**Premises and conventions.** Hartree atomic units are used ($\hbar=m_e=e^2/4\pi\varepsilon_0=1$), with $1\,E_h=27.2114$ eV. The nucleus is a point charge $Z$ of infinite mass and the Hamiltonian is non-relativistic and free of spin:

$$H=h(1)+h(2)+\frac1{r_{12}},\qquad h=-\tfrac12\nabla^2-\frac Zr .$$

"Exact" always refers to eigenvalues of this $H$. An orbital is $r^{-1}P_{nl}(r)Y_{lm}$ with $\int_0^\infty P_{nl}^2\,dr=1$. For unit charge

$$P_{1s}=2re^{-r},\qquad P_{2s}=\tfrac1{\sqrt2}\,r\left(1-\tfrac r2\right)e^{-r/2},\qquad P_{2p}=\tfrac1{\sqrt{24}}\,r^2e^{-r/2},$$

and for charge $\zeta$ one has $P(r)\to\zeta^{1/2}P(\zeta r)$. Upper signs refer to singlets and lower signs to triplets throughout.

## Part 1. Symmetry and the form of the energy

$H$ commutes with the total orbital angular momentum $L$, with parity, and with the exchange of the two position vectors. The full state must be antisymmetric. The two-spin singlet is odd under exchange and the triplet is even, so a singlet carries a symmetric spatial function and a triplet an antisymmetric one. For orthonormal orbitals $\phi_a=1s$ and $\phi_b=2s$ or $2p_m$,

$$\Phi_\pm=\tfrac1{\sqrt2}\left[\phi_a(1)\phi_b(2)\pm\phi_b(1)\phi_a(2)\right].$$

The norm is $1\pm|\langle a|b\rangle|^2=1$. Since $\phi_a$ has $l=0$, $L$ equals the $l$ of $\phi_b$, which gives $^{1,3}S$ of even parity for $1s2s$ and $^{1,3}P$ of odd parity for $1s2p$.

In $\langle\Phi_\pm|h(1)+h(2)|\Phi_\pm\rangle$ the direct terms give $h_{aa}+h_{bb}$. Each cross term has the form $\langle a|h|b\rangle\langle b|a\rangle$ and vanishes by orthogonality, whether or not the orbitals are eigenfunctions of $h$. The repulsion has two equal direct terms and two equal cross terms, so

$$\langle H\rangle=h_{aa}+h_{bb}+J\pm K,$$

$$J=\iint\frac{|\phi_a(1)|^2|\phi_b(2)|^2}{r_{12}},\qquad K=\iint\frac{\rho^*(1)\,\rho(2)}{r_{12}},\qquad \rho=\phi_a^*\phi_b .$$

In Fourier space $K=(2\pi)^{-3}\int|\tilde\rho(\mathbf q)|^2\,4\pi q^{-2}\,d^3q>0$, so with common orbitals the triplet lies below the singlet by $2K$.

For hydrogenic orbitals of charge $Z$, $h_{aa}+h_{bb}=-Z^2/2-Z^2/8=-5Z^2/8$. This is first-order perturbation theory. The substitution $\mathbf r\to\mathbf r/Z$ gives $H=Z^2(H_0+V/Z)$, where $H_0$ is the sum of two unit-charge hydrogen Hamiltonians and $V=1/r_{12}$, so

$$E=Z^2E_0+ZE_1+E_2+O(1/Z),\qquad E_0=-\tfrac58 .$$

The zeroth-order level is shared by $1s2s$ and $1s2p$, but $V$ conserves $L$, $M_L$, parity and exchange symmetry and has no matrix element between different members of the degenerate set. The functions $\Phi_\pm$ are therefore the correct zeroth-order states and $E_1=j\pm k\equiv c$, where $j$ and $k$ are $J$ and $K$ at unit charge, with $J=jZ$ and $K=kZ$ because $1/r_{12}$ scales as an inverse length.

## Part 2. The integrals

The tool is the multipole expansion

$$\frac1{r_{12}}=\sum_{\lambda\mu}\frac{4\pi}{2\lambda+1}\frac{r_<^{\lambda}}{r_>^{\lambda+1}}Y^*_{\lambda\mu}(1)Y_{\lambda\mu}(2),$$

together with $\int_0^\infty r^ne^{-sr}dr=n!/s^{n+1}$.

**Potential of the $1s$ cloud.** The density is spherical, only $\lambda=0$ survives, and for $P=2a^{3/2}re^{-ar}$

$$U(r)=\frac1r\int_0^rP^2dr'+\int_r^\infty\frac{P^2}{r'}dr'=\frac1r-e^{-2ar}\left(a+\frac1r\right).$$

Every direct integral is then $J=\int P_b^2\,U\,dr$.

**Direct integral, $1s2s$** ($a=1$). With $P_{2s}^2=\frac12r^2(1-r+r^2/4)e^{-r}$ the $1/r$ term gives $\frac12(1-2+\frac32)=\frac14$. In the remaining term $(r+r^2)(1-r+r^2/4)=r-\frac34r^3+\frac14r^4$, integrated against $e^{-3r}$:

$$j=\frac14-\frac12\left(\frac19-\frac1{18}+\frac2{81}\right)=\frac14-\frac{13}{324}=\frac{17}{81}.$$

**Exchange integral, $1s2s$.** The overlap density $P_{1s}P_{2s}=\sqrt2\,(r^2-r^3/2)e^{-3r/2}$ is spherical. It is the derivative of $\frac{\sqrt2}3r^3e^{-3r/2}$, which gives the enclosed charge and shows that the total charge is zero. The outer part is $\int_r^\infty\sqrt2\,(r'-r'^2/2)e^{-3r'/2}dr'=\sqrt2\,(\frac4{27}+\frac29r-\frac13r^2)e^{-3r/2}$, as differentiation confirms. The $r^2$ terms cancel in the sum and the potential is

$$Y(r)=\sqrt2\left(\frac4{27}+\frac{2r}9\right)e^{-3r/2}.$$

Then

$$k=\int P_{1s}P_{2s}Y\,dr=2\int\left(\frac4{27}r^2+\frac4{27}r^3-\frac19r^4\right)e^{-3r}dr=2\left(\frac8{729}+\frac8{729}-\frac8{729}\right)=\frac{16}{729}.$$

**The $1s2p$ integrals.** These are done for free exponents, which Part 5 needs: $P_{1s}=2a^{3/2}re^{-ar}$ and $P_{2p}=Nr^2e^{-\beta r}$ with $N^2=(2\beta)^5/24$ and $s=a+\beta$. The orbitals are orthogonal through their angular parts for any $a$, $\beta$. The direct integral is

$$J=N^2\left[\frac{3!}{(2\beta)^4}-\frac{a\,4!}{(2s)^5}-\frac{3!}{(2s)^4}\right]=\frac\beta2-\frac{a\beta^5}{s^5}-\frac{\beta^5}{2s^4}.$$

The overlap density has the angular factor $Y_{00}Y_{1m}=Y_{1m}/\sqrt{4\pi}$. Only $\lambda=1$ with one value of $\mu$ survives, and the angular integrals give $\frac{4\pi}3\cdot\frac1{4\pi}=\frac13$ for every $m$. The radial density is $2a^{3/2}Nr^3e^{-sr}$. The regions $r_1>r_2$ and $r_1<r_2$ contribute equally, and with $x=sr_>$, $y=sr_<$

$$K=\frac13\cdot4a^3N^2\cdot\frac2{s^7}\int_0^\infty y^4e^{-y}\int_y^\infty xe^{-x}dx\,dy .$$

The inner integral is $(1+y)e^{-y}$ and the double integral is $\frac{24}{32}+\frac{120}{64}=\frac{21}8$. Hence $K=28a^3\beta^5/(3s^7)$. At $a=1$, $\beta=\frac12$, $s=\frac32$:

$$j=\frac14-\frac1{243}-\frac1{324}=\frac{59}{243},\qquad k=\frac{28}{3}\cdot\frac1{32}\cdot\frac{128}{2187}=\frac{112}{6561}.$$

**Result of first order.**

$$E^{(1)}=-\tfrac58Z^2+J\pm K,\qquad 1s2s:\ J=\tfrac{17Z}{81},\ K=\tfrac{16Z}{729};\qquad 1s2p:\ J=\tfrac{59Z}{243},\ K=\tfrac{112Z}{6561}.$$

The coefficients $c=j\pm k$ are $137/729$ ($2\,^3S$), $169/729$ ($2\,^1S$), $1481/6561$ ($2\,^3P$) and $1705/6561$ ($2\,^1P$).

## Part 3. A common scaled charge

Give both orbitals the same charge $\zeta$. They remain orthogonal, being eigenfunctions of the same $h_\zeta=-\frac12\nabla^2-\zeta/r$, so the formula of Part 1 holds. A hydrogenic orbital of charge $\zeta$ has energy $-\zeta^2/2n^2$, and the virial theorem for the Coulomb potential gives $\langle T\rangle=\zeta^2/2n^2$ and $\langle1/r\rangle=\zeta/n^2$. Summing over $n=1$ and $n=2$, and using $J\pm K=c\zeta$,

$$E(\zeta)=\tfrac58\zeta^2-\tfrac54Z\zeta+c\zeta .$$

The condition $dE/d\zeta=\frac54\zeta-\frac54Z+c=0$ gives $\zeta^*=Z-\frac45c$, a minimum since $d^2E/d\zeta^2=\frac54>0$. At this point $-\frac54Z+c=-\frac54\zeta^*$, so the potential energy is $-\frac54\zeta^{*2}$, minus twice the kinetic energy, and

$$\boxed{E^*=-\tfrac58\left(Z-\tfrac45c\right)^2=-\tfrac58Z^2+cZ-\tfrac25c^2,\qquad c=\frac{J\pm K}Z.}$$

Scaling reproduces $E_0$ and $E_1$ and adds the constant $-\frac25c^2$, which is its estimate of $E_2$. Each term has its own $\zeta^*$, so the singlet-triplet gap is no longer $2K$. Since $c_+-c_-=2k$ and $c_+^2-c_-^2=4jk$,

$$\Delta^*=E^*_+-E^*_-=2kZ-\tfrac85jk=2k\left(Z-\tfrac45j\right).$$

## Part 4. Which energies are upper bounds

**The theorem.** Let $\Phi$ be normalised and belong to one symmetry class ($L$, $M_L$, parity, exchange). Eigenstates of other classes are orthogonal to it, so $\Phi=\sum_na_n\psi_n$ runs over that class alone, the continuum included, and $\langle H\rangle=\sum_n|a_n|^2\varepsilon_n\ge\varepsilon_0$, the bottom of the spectrum in that class.

**$^3S$, $^3P^o$, $^1P^o$.** The only configuration below $E_0=-\frac58$ in the spectrum of $H_0$ is $1s^2$, at $-1$. Its spatial function is symmetric with $L=0$, so it exists only as $^1S$. The levels $2\,^3S$, $2\,^3P^o$ and $2\,^1P^o$ are thus the lowest of their classes, and both $E^{(1)}$ and $E^*$ are true upper bounds to them for any $\zeta$. Parity is part of the label: the even-parity $^3P$ of $2p^2$ is a separate class.

**$2\,^1S$.** This level is the second of its class. With $\varepsilon_0$ the ground level and $\varepsilon_1$ the wanted one, the expansion gives only

$$\langle H\rangle\ge|a_0|^2\varepsilon_0+(1-|a_0|^2)\varepsilon_1=\varepsilon_1-|a_0|^2(\varepsilon_1-\varepsilon_0),\qquad a_0=\langle\psi_0|\Phi_+\rangle .$$

The function $\Phi_+$ is orthogonal to the approximate $1s^2$ product of the same $\zeta$, but the theorem needs orthogonality to the exact $\psi_0$, which contains a $1s2s$ component of order $1/Z$. Then $|a_0|^2\sim Z^{-2}$ and $\varepsilon_1-\varepsilon_0\approx\frac38Z^2$, so the slack is of order $Z^0$, the same order as the gain $\frac25c^2$ from scaling. The variational theorem therefore does not make $E^*(2\,^1S)$ an upper bound.

**A bound that does hold.** Take the two-dimensional space spanned by $\Phi_0=1s_\zeta(1)1s_\zeta(2)$ and $\Phi_+$. One linear condition in two dimensions has a non-zero solution, so the space contains a normalised vector orthogonal to $\psi_0$. Its energy is at least $\varepsilon_1$ by the expansion above, and at most the upper root $\lambda_2$ of the $2\times2$ matrix of $H$, which is the largest expectation value in the space. Hence $\lambda_2\ge\varepsilon_1$, the simplest case of the theorem of Hylleraas and Undheim and of MacDonald. The elements are $H_{22}=E(\zeta)$,

$$H_{11}=\zeta^2-2Z\zeta+\tfrac58\zeta,\qquad H_{12}=\sqrt2\left[\langle1s|h|2s\rangle+\int P_{1s}P_{2s}U\,dr\right].$$

The coefficient $\frac58$ is $\int P_{1s}^2U\,dr=1-4(\frac2{64}+\frac1{16})$ at unit charge. Writing $h=h_\zeta+(\zeta-Z)/r$, the first part has no off-diagonal element, and at unit charge $\langle1s|r^{-1}|2s\rangle=\sqrt2\,(\frac49-\frac8{27})=\frac{4\sqrt2}{27}$. The exponential part of $U$ contributes $\sqrt2\int(r+\frac12r^2-\frac12r^3)e^{-7r/2}dr=\frac{204\sqrt2}{2401}$, so the repulsion integral is $\sqrt2\,(\frac4{27}-\frac{204}{2401})=\frac{4096\sqrt2}{64827}$. Therefore

$$H_{12}=\zeta\left[\tfrac8{27}(\zeta-Z)+v\right],\qquad v=\tfrac{8192}{64827}=0.1264 .$$

For $H_{12}\neq0$ the upper root lies above $H_{22}$. The guaranteed number is $\lambda_2$, and the diagonal element $E^*$ lies below it.

## Part 5. Size of the neglected second-order term

The gap is a difference of two approximate energies and is no bound of either kind. Its reliability depends on how well the difference of the two $E_2$ is represented, and this can be computed.

**$P$ terms.** With free exponents the $2p$ orbital has charge $2\beta$, so $\langle T\rangle=\beta^2/2$ and $\langle1/r\rangle=\beta/2$, and

$$E(a,\beta)=\tfrac12a^2-Za+\tfrac12\beta^2-\tfrac12Z\beta+W(a,\beta),\qquad W=J\pm K .$$

Put $a=Z+x$, $\beta=\frac12Z+y$. $W$ is homogeneous of degree one, so its first derivatives are pure numbers at the hydrogenic point and its second derivatives are $O(1/Z)$:

$$E=-\tfrac58Z^2+cZ+\tfrac12(x^2+y^2)+xW_a+yW_\beta+O(1/Z).$$

The minimum is at $x=-W_a$, $y=-W_\beta$, with constant term $-\frac12(W_a^2+W_\beta^2)$. The common charge is the restriction $x=2y$. Euler's relation $W_a+\frac12W_\beta=c$ turns the constant term on that line into $\frac52y^2+2cy$, whose minimum is $-\frac25c^2$, as in Part 3. Differentiating the formulas of Part 2 at $a=1$, $\beta=\frac12$,

$$J_\beta=\tfrac12-\tfrac{20}{729}-\tfrac{11}{486}=\tfrac{328}{729},\qquad J_a=j-\tfrac12J_\beta=\tfrac{13}{729},$$

$$K_\beta=k\left(\tfrac5\beta-\tfrac7s\right)=\tfrac{16}3k,\qquad K_a=k\left(\tfrac3a-\tfrac7s\right)=-\tfrac53k .$$

The constants are $-0.1464$ for $^1P$ and $-0.0655$ for $^3P$. The trial energy is an upper bound at every $Z$ and shares $E_0$ and $E_1$ with the exact one, so these constants are upper bounds to the exact $E_2$. The outer charge is $2\beta=Z-2W_\beta$, with screening $1.08$ for $^1P$ and $0.72$ for $^3P$, while the inner exponent hardly moves. A common charge cannot do this, because screening the outer electron also detunes the tightly bound inner one. The contribution to the gap is

$$-2(J_aK_a+J_\beta K_\beta)=-2k\cdot\tfrac{5183}{2187}=-0.0809 ,$$

against $-\frac85jk=-0.0066$ from the common charge.

**$S$ terms.** The first-order function obeys $(H_0-E_0)\psi_1=-(V-E_1)\Phi$ with $\langle\Phi|\psi_1\rangle=0$, and $E_2=\langle\psi_1|V|\Phi\rangle$. For real $\chi$ orthogonal to $\Phi$ define $\mathcal F[\chi]=\langle\chi|H_0-E_0|\chi\rangle+2\langle\chi|V|\Phi\rangle$. Substituting the equation for $\psi_1$ gives

$$\mathcal F[\chi]-E_2=\langle\chi-\psi_1|H_0-E_0|\chi-\psi_1\rangle .$$

For $^3S$ the operator $H_0-E_0$ is positive on the functions orthogonal to $\Phi$, so $\mathcal F\ge E_2$. For $^1S$ it is negative on $1s^2$ alone. If $\chi$ is given the exact $1s^2$ component of $\psi_1$, that direction drops out of $\chi-\psi_1$ and the inequality holds again. This component contributes $v^2/(E_0+1)=\frac83v^2=+0.0426$ to $E_2$.

Let the outer orbital relax: $\chi=\eta\,[1s(1)u(2)\pm u(1)1s(2)]/\sqrt2$ with $P_u=r\,p(r)\,e^{-r/2}$ and $p=p_0+p_1r+p_2r^2$. Orthogonality to $1s$ requires $p_0+2p_1+\frac{16}3p_2=0$ and orthogonality to $2s$ requires $p_0+6p_1+36p_2=0$, solved by $p=30-23r+3r^2$. Then $\mathcal F=\eta^2D+2\eta(A\pm B)$, with minimum $-(A\pm B)^2/D$. With $h_1$ the unit-charge Hamiltonian, $(h_1+\frac18)$ maps $p$ to $-\frac12p''-p'/r+\frac12p'-p/2r=8/r-9+\frac32r$, so

$$D=\int r^2p\left(\tfrac8r-9+\tfrac32r\right)e^{-r}dr=240-908+1656-1476+540=52 .$$

The direct and exchange couplings use the potentials of Part 2:

$$A=\int P_uP_{2s}U\,dr=\tfrac1{\sqrt2}\left(5-\tfrac{55}{27}\right)=\tfrac{40\sqrt2}{27},$$

$$B=\int P_uP_{1s}Y\,dr=\tfrac{4\sqrt2}{27}\int r^2(60+44r-63r^2+9r^3)e^{-3r}dr=\tfrac{4\sqrt2}{27}\cdot\tfrac{80}{27}=\tfrac{320\sqrt2}{729}.$$

This gives $-0.0418$ for the triplet and $-0.1418$ for the singlet, which becomes $-0.0993$ when the unrounded $1s^2$ term is added. The contribution to the gap is $-0.0575$, against $-\frac85jk=-0.0074$.

| Term | $-\frac25c^2$ | upper bound to exact $E_2$ |
|---|---|---|
| $2\,^3S$ | $-0.0141$ | $-0.0418$ |
| $2\,^1S$ | $-0.0215$ | $-0.0993$ |
| $2\,^3P$ | $-0.0204$ | $-0.0655$ |
| $2\,^1P$ | $-0.0270$ | $-0.1464$ |

The exact $E_2$ lies at or below the last column, so scaling recovers at most about a third of it, and less for the singlets than for the triplets. The table also shows that $E^*(2\,^1S)$ does lie above the exact level once $Z$ is large enough for the $O(1/Z)$ terms to be negligible. That statement comes from the second-order analysis and is not supplied by the variational theorem. The differences of the last column are estimates of the second-order gap term, since relaxation of the inner $s$ orbital and angular correlation are left out.

## Part 6. Range of validity

1. **Lower limit in $Z$.** The continuum of every class considered starts at $-Z^2/2$, one electron in $1s$ and the other at rest at infinity. A trial energy proves that a level is bound only if it lies below this, and $E^*<-Z^2/2$ requires $Z>\frac45c/(1-2/\sqrt5)$. The limits are $1.42$ ($^3S$), $1.71$ ($^3P$) and $1.97$ ($^1P$), and the same expression gives $1.76$ for $^1S$, where it proves nothing. For H$^-$ the $^3S$ value $E^*=-0.451$ lies above $-\frac12$: the inequality is true and empty. For Li$^+$ and heavier ions the three bounds establish binding.
2. **Total energies.** $E_0$ and $E_1$ are exact and the first departure from the exact eigenvalue is of order $Z^0$, about $0.03$ to $0.1\,E_h$ at least by the table, so of relative order $Z^{-2}$.
3. **Gaps.** The leading term $2kZ$ is exact as $Z\to\infty$, and the relative correction is of order $1/Z$ with a large coefficient. For the $P$ terms $\Delta\approx2k(Z-2.37)$, where the common charge gives $2k(Z-0.19)$.
4. **Upper limit in $Z$.** With $\alpha=1/137.036$, the spin-orbit splitting of a hydrogenic $2p$ level, $\alpha^2Z^4/32$, reaches $2kZ$ at $Z\approx27$. Well before this $^1P_1$ and $^3P_1$ mix and the $LS$ labels degrade. For the $S$ terms the one-electron relativistic shifts are common to singlet and triplet at leading order and the gap changes at relative order $(Z\alpha)^2$.

## Part 7. Illustration: the singlet-triplet gaps of C$^{4+}$

For $Z=6$, $-\frac58Z^2=-22.5$. Energies are in $E_h$.

| Term | $c$ | $E^{(1)}$ | $\zeta^*$ | $E^*$ | upper bound by theorem |
|---|---|---|---|---|---|
| $2\,^3S$ | $0.1879$ | $-21.372$ | $5.850$ | $-21.387$ | yes |
| $2\,^1S$ | $0.2318$ | $-21.109$ | $5.815$ | $-21.131$ | no |
| $2\,^3P$ | $0.2257$ | $-21.146$ | $5.819$ | $-21.166$ | yes |
| $2\,^1P$ | $0.2599$ | $-20.941$ | $5.792$ | $-20.968$ | yes |

At the $\zeta^*$ of $2\,^1S$ the matrix of Part 4 has $H_{11}=-32.332$, $H_{12}=0.415$, $H_{22}=-21.131$. Its upper root is $\lambda_2=-21.115$, the rigorous bound, $0.015$ above $E^*$. The weight of $\Phi_+$ in the lower root is $0.0014$, an estimate of $|a_0|^2$ within this small space.

| Gap | first order $2kZ$ | common charge $\Delta^*$ | $2kZ$ plus the estimate of Part 5 |
|---|---|---|---|
| $2\,^1S-2\,^3S$ | $0.263\,E_h=7.2$ eV | $0.256\,E_h=7.0$ eV | $0.206\,E_h=5.6$ eV |
| $2\,^1P-2\,^3P$ | $0.205\,E_h=5.6$ eV | $0.198\,E_h=5.4$ eV | $0.124\,E_h=3.4$ eV |

The second-order terms are $-1.6$ eV and $-2.2$ eV, comparable with the gaps themselves, and the common charge captures only $-0.2$ eV of each. Third-order terms are smaller by a further factor of order $1/Z$ and may amount to a few tenths of an eV, so two figures are the most that any entry in eV supports. The order of $2\,^1S$ and $2\,^3P$ is undecided at this level: first order puts $^1S$ higher by $6\cdot\frac{40}{6561}=0.037\,E_h$, and the second-order estimates favour it by $0.034\,E_h$. The other omissions are small here. One has $(Z\alpha)^2=0.0019$, about $0.01$ eV on the $S$ gap, the hydrogenic $2p$ spin-orbit scale is $0.059$ eV, and the mass ratio for a nucleus of approximately 12 u is $4.6\times10^{-5}$.

The common-charge model's gaps at $Z=6$ are therefore $7.0$ eV for $1s2s$ and $5.4$ eV for $1s2p$. They are the model's values and not those of the ion: typical values for C$^{4+}$ are about $5.4$ eV and about $3.5$ eV, so the model is too high by factors of roughly $1.3$ and $1.5$, because one shared charge cannot let the outer orbital relax, and that relaxation lowers the singlets more than the triplets.